**Question**

The table follows three energy levels of a single sheet of silicon dioxide along a path of wave vectors, calculated with the PBE functional. In this sheet each silicon atom has six oxygen neighbours, unlike the four of ordinary silica; it is a model structure and need not be a stable form. Level a1 is the lowest empty band and level b1 the highest filled one. The band distance is the length travelled along the path: row 1 is the point Γ, row 8 is M, row 15 is K, and row 22 is Γ again.

Kohn-Sham bands of a free-standing SiO2 sheet (3 atoms per cell) along Γ–M–K–Γ, calculated with Ansatz 0.2.0 using PBE, PAW and plane waves, scalar-relativistic and without spin polarization. The cutoff is 420 eV, the k mesh 12×12×1 and the Gaussian smearing 0.02 eV wide. Band distances include the factor 2π.

| row | band distance (1/Å) | level b1 from the Fermi level (eV) | level a1 from the Fermi level (eV) | level a2 from the Fermi level (eV) |
| --- | --- | --- | --- | --- |
| 1 | 0.000 | -3.869 | 3.299 | 5.080 |
| 2 | 0.192 | -3.663 | 3.623 | 5.282 |
| 3 | 0.384 | -3.421 | 4.386 | 5.713 |
| 4 | 0.576 | -3.337 | 5.197 | 6.161 |
| 5 | 0.768 | -3.410 | 5.473 | 6.456 |
| 6 | 0.960 | -3.617 | 5.165 | 6.850 |
| 7 | 1.152 | -3.907 | 4.869 | 7.077 |
| 8 | 1.344 | -4.097 | 4.758 | 7.150 |
| 9 | 1.455 | -4.047 | 4.896 | 7.276 |
| 10 | 1.566 | -3.936 | 5.280 | 7.631 |
| 11 | 1.677 | -3.828 | 5.829 | 8.162 |
| 12 | 1.788 | -3.760 | 6.420 | 8.798 |
| 13 | 1.899 | -3.748 | 6.908 | 9.468 |
| 14 | 2.010 | -3.795 | 7.196 | 10.106 |
| 15 | 2.121 | -3.898 | 7.279 | 10.588 |
| 16 | 2.342 | -3.649 | 7.082 | 9.780 |
| 17 | 2.564 | -3.448 | 6.737 | 8.728 |
| 18 | 2.786 | -3.327 | 6.379 | 7.640 |
| 19 | 3.008 | -3.294 | 5.712 | 6.665 |
| 20 | 3.229 | -3.369 | 4.678 | 5.893 |
| 21 | 3.451 | -3.615 | 3.723 | 5.341 |
| 22 | 3.673 | -3.869 | 3.299 | 5.080 |

(a) Explain in words why level a1 should rise when the wave vector leaves Γ.

(b) Set up a rule that gives this rise anywhere in the plane with no more than a cosine table, taking as few values from the table as possible.

(c) Apply it to rows 11 and 18.

(d) State how accurate the rule is and where it should not be used.

**Model answer**

*(a) The picture.* An electron in a crystal is a wave that repeats from cell to cell, apart from a phase angle. At Γ this angle is zero, so all cells carry the same wave in step. The lowest empty states of silica are known to be largely s-like, with silicon and oxygen both taking part. The same is assumed here for the sheet, since the energies alone do not show it. For such states, being in step is the cheapest arrangement, because no sign change has to fit between one cell and the next.

Away from Γ the neighbouring cells fall out of step and the energy goes up. The cells form a triangular lattice, in which three directions compete. At M, two of them are exactly opposed in phase and the third is still in step. At K, all three are out of step by a third of a turn, which is the worst compromise that a triangle allows. The band should therefore have its bottom at Γ and its top at K, and in the table it does.

*(b) The rule.* Let $\alpha$ and $\beta$ be the phase angles for one step along the two cell edges. They follow from the position on the path by simple proportion:

- from Γ to M, $\alpha$ grows from 0° to 180° and $\beta$ stays at 0°;
- from M to K, $\alpha$ falls from 180° to 120° while $\beta$ grows from 0° to 120°;
- from K to Γ, both fall together from 120° to 0°.

Each cell has six nearest neighbours in three opposite pairs, and each pair contributes one cosine. The next two shells of cells, at $\sqrt3$ and 2 times the cell edge, are built in the same way. Three quantities then measure how far each shell is out of step:

$$C_1 = 3-\cos\alpha-\cos\beta-\cos(\alpha+\beta)$$

$$C_2 = 3-\cos(\alpha-\beta)-\cos(2\alpha+\beta)-\cos(\alpha+2\beta)$$

$$C_3 = 3-\cos2\alpha-\cos2\beta-\cos(2\alpha+2\beta)$$

All three vanish at Γ. The rise of level a1 above its value at Γ is written as $w_1C_1+w_2C_2+w_3C_3$, and three known rises fix the three weights. M, K and the highest row between Γ and M (row 5, $\alpha\approx103°$) serve well. With energies in eV they give

$$4(w_1+w_2)=1.459,\qquad 4.5(w_1+w_3)=3.980,$$

$$2.44\,w_1+4.35\,w_2+3.80\,w_3=2.174.$$

The solution is $w_1=0.49$, $w_2=-0.12$ and $w_3=0.40$ eV. One figure is enough for use by hand:

$$\text{rise}\approx 0.5\,C_1-0.1\,C_2+0.4\,C_3\ \text{eV}.$$

*(c) Two rows.* Row 11 lies between M and K. The fraction of the way covered is $(1.677-1.344)/(2.121-1.344)=0.43$, so $\alpha=154°$ and $\beta=51°$. With the unrounded angles the cosines give $C_1=4.18$, $C_2=2.45$ and $C_3=1.97$, and hence

$$\text{rise}\approx 2.09-0.24+0.79\approx2.6\ \text{eV}.$$

The table has $5.829-3.299=2.53$ eV, so the estimate is about 4% too high.

Row 18 lies between K and Γ. Counted from Γ, the fraction is $(3.673-2.786)/(3.673-2.121)=0.57$, so both angles are 69°. In the same way $C_1=3.00$, $C_2=3.80$ and $C_3=4.39$, which leads to

$$\text{rise}\approx 1.50-0.38+1.76\approx2.9\ \text{eV}.$$

The table has $6.379-3.299=3.08$ eV, and the estimate is about 7% too low.

*(d) Accuracy and range.* Over the 20 rows other than Γ the typical (root-mean-square) error is 0.13 eV, while the rise itself runs from 0.3 to 4 eV. The worst case is row 6, just past the hump between Γ and M, where the estimate is 0.29 eV too high on a rise of 1.87 eV. The rule is thus good enough to tell hills from valleys and to place them in energy. It is too coarse to rank two wave vectors whose levels differ by a tenth of an eV or two.

The weights belong to level a1 of this sheet alone. Used for the next empty level, a2, they miss its rise by typically 0.7 eV. Another band or another sheet keeps the cosine sums, provided that its lattice has the same symmetry, but it needs three known values of its own, and whether three terms are enough must be checked anew.

The run also carries a warning that its exchange-correlation potential is rough where the electron density is thin. Empty states that reach into the vacuum may be affected, and only a further run, with a finer grid or another cell height, would show by how much.

**Remarks on the reasoning**

*Why the rise and not the level.* The energies in the table are counted from a Fermi level that lies in the middle of the gap, where there are no states. Its position depends on the filled bands as well as on the empty ones. The difference from Γ is free of this choice. To obtain the height above the highest filled state, one adds the gap of 6.59 eV, which separates level b1 in row 19 from level a1 at Γ. PBE normally makes such gaps too small, so this sum should not be taken as a forecast of a measured energy.

*Why one shell is not enough.* A tempting answer keeps only the nearest neighbours. It then has a single weight, and the rise at M must be 8/9 of the rise at K, whatever that weight is. The table gives only 0.37. The simple picture of part (a) therefore finds the bottom and the top of the band correctly but misses a deep valley at M. Even the agreement at K is no proof of that picture, because the orbitals that make up the band may change on the way there.

The outer shells show what distinguishes the two points. At M, a double step turns the phase by 0° or a full 360°, so cells two steps apart along a straight line are in step again, just as at Γ, and $C_3$ vanishes. At K, a double step is as badly out of step as a single one. The second shell acts in the same sense: it is in step at K and out of step at M, and its negative weight lowers M further. The same holds for any sheet with this lattice: a positive third-shell weight leaves Γ and M where they are and lifts K.

*What the weights mean.* It would be wrong to read 0.4 eV as the strength with which an electron hops directly over two cells. Direct overlap of orbitals dies away with distance, yet the weight at two cell edges (5.4 Å) is larger in size than that of the nearer second shell. Theory offers a more natural reading: several orbitals share this band, and their mixture changes with the wave vector. When such a band is described as if it had one orbital per cell, the mixing appears as an apparent long-range coupling. Which orbitals take part at M is left open by the energies alone.

*Where the errors come from.* The estimates are too low in rows 16 to 19 and too high in every other row except Γ. Part of the excess comes from rounding the weights: at M, which supplied one of the three equations, the rounded rule gives 1.6 eV where the table has 1.46 eV. The shape of the band adds its own errors. Along the line from K to Γ the computed level stays high for longer and then drops more steeply than the rule allows. A bend of this kind is typical of two bands that approach and repel each other, and level a2 fits that reading. On this line the two levels come closest in row 19, where 0.95 eV separates them. On the K side of that row a2 is the steeper of the two, on the Γ side a1, as if the bands had exchanged their slopes. Between Γ and M the two levels come about as close in rows 4 and 5, just where a1 turns over towards its valley. Proof would need the orbital make-up of both levels. Whatever the cause, three smooth cosine sums round off such a bend, and more rows used in the fit would not cure that.

*Why a parabola is a poor substitute.* Close to Γ the cosines can be expanded, and the rule turns into the familiar free-electron form: the rise is 9.8 eV Å² times the square of the wave vector. In row 3, at 0.384 Å⁻¹, this gives 1.45 eV against a computed 1.09 eV, a third too much. The full cosine rule gives 1.16 eV there. The parabola fails because it knows no lattice: it keeps climbing, whereas the phase between cells can never be more than half a turn out. It should be kept for wave vectors up to about 0.2 Å⁻¹, where it is already about 12% too high.

*What counts as a test.* Rows 5, 8 and 15 supplied the weights, so their agreement shows only how much the rounding costs. Rows 11 and 18 did not enter the three equations. They did enter a second determination, a least-squares fit of the same three terms to all 22 rows, which gives 0.48, −0.12 and 0.43 eV and so rounds to the same rule.

A stricter test uses wave vectors off the path altogether. The same calculation provides seven of them inside the zone, away from the symmetry lines, and none was used for the weights. There the typical error is 0.11 eV and the largest 0.20 eV, no worse than on the path. The rule therefore describes the band over the whole plane, and three well-chosen values carry most of its shape.
